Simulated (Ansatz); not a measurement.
## A series in volume ratio on CeO₂

Results calculated with Ansatz 0.2.0, not measured. Plane-wave density functional theory, PAW datasets, Gaussian smearing 0.05 eV: equation of state, the given cell scaled in volume with shape and atoms relaxed at each volume.

The cell before it is scaled or strained (space group Fm-3m, No. 225):
```
CELL_PARAMETERS angstrom
0.00000 2.69720 2.69720
2.69720 0.00000 2.69720
2.69720 2.69720 0.00000
ATOMIC_POSITIONS crystal
Ce 0.00000 0.00000 0.00000
O 0.25000 0.25000 0.25000
O 0.75000 0.75000 0.75000
```

Settings of every row: paw set soft_2; functional HSE06; spin treatment none; moment partition spheres; spin axis none; wave cutoff 420 eV; k mesh 6x6x6; symmetry use detected.

Atom hubbard u: 0 on all atoms.

Limits: stress loosely converged.

| row | volume ratio | V (Å³/atom) | pressure (GPa) | energy above given cell (meV per atom) |
| --- | --- | --- | --- | --- |
| 1 | 0.96 | 12.558 | 9.297 | 14.66 |
| 2 | 0.98 | 12.819 | 4.403 | 3.6 |
| 3 | 1 | 13.081 | 0.006 | 0 |
| 4 | 1.02 | 13.343 | ? | ? |
| 5 | 1.04 | 13.604 | -7.495 | 12.64 |

Question: what pressure and energy above given cell should row 4 give?

Worked fit of pressure. Take u = (V_r/V)^(2/3) − 1 with V_r = 12.95 Å³ an atom, which is twice the finite (Eulerian) strain; such expansions in the strain, on which the Birch-Murnaghan equation of state is built, carry the rest volume and the bulk modulus. The shown rows have u = 0.0207, 0.0068, -0.00669, -0.03231. Least squares give pressure = 2.1472 + 326.954 × u + 883.95 × u² GPa; a straight line predicts inner rows, each left out in turn, worse (root mean square 0.39 against 0.017 GPa). The rows lie off it by 0.003, -0.008, 0.007, -0.001 (root mean square 0.0055 GPa). The pressure vanishes at u = -0.0067, or V = 13.08 Å³ an atom, and there the bulk modulus with shape and atoms relaxed is B = −V dP/dV = (2/3)(1 + u) dP/du = 209 GPa. The withheld row has u = -0.01973, so the fit gives 2.1472 + 326.954 × (-0.01973) + 883.95 × (-0.01973)² = -3.960 GPa.

The calculation gave -3.939 GPa. The fit lies 0.021 GPa (0.13 % of the column's range) below it; its largest miss of a shown row is 0.008 GPa.

Worked fit of energy above given cell. Take u = (V_r/V)^(2/3) − 1 with V_r = 12.95 Å³ an atom, which is twice the finite (Eulerian) strain; such expansions in the strain, on which the Birch-Murnaghan equation of state is built, carry the rest volume and the bulk modulus. The shown rows have u = 0.0207, 0.0068, -0.00669, -0.03231. Least squares give energy above given cell = 0.902 + 263.37 × u + 19393.9 × u² meV per atom; a straight line predicts inner rows, each left out in turn, worse (root mean square 8.5 against 0.021 meV per atom). The rows lie off it by 0.00, 0.01, -0.01, 0.00. Its lowest point lies at u = -0.0068, or V = 13.08 Å³ an atom, and the curvature there gives the bulk modulus with shape and atoms relaxed, B = (4/9)(1 + u)² E″(u)/V = 208 GPa. The withheld row has u = -0.01973, so the fit gives 0.902 + 263.37 × (-0.01973) + 19393.9 × (-0.01973)² = 3.26 meV per atom.

The calculation gave 3.18 meV per atom. The fit lies 0.08 meV per atom (2.5 % of the value, 0.55 % of the column's range) above it; its largest miss of a shown row is 0.01 meV per atom.
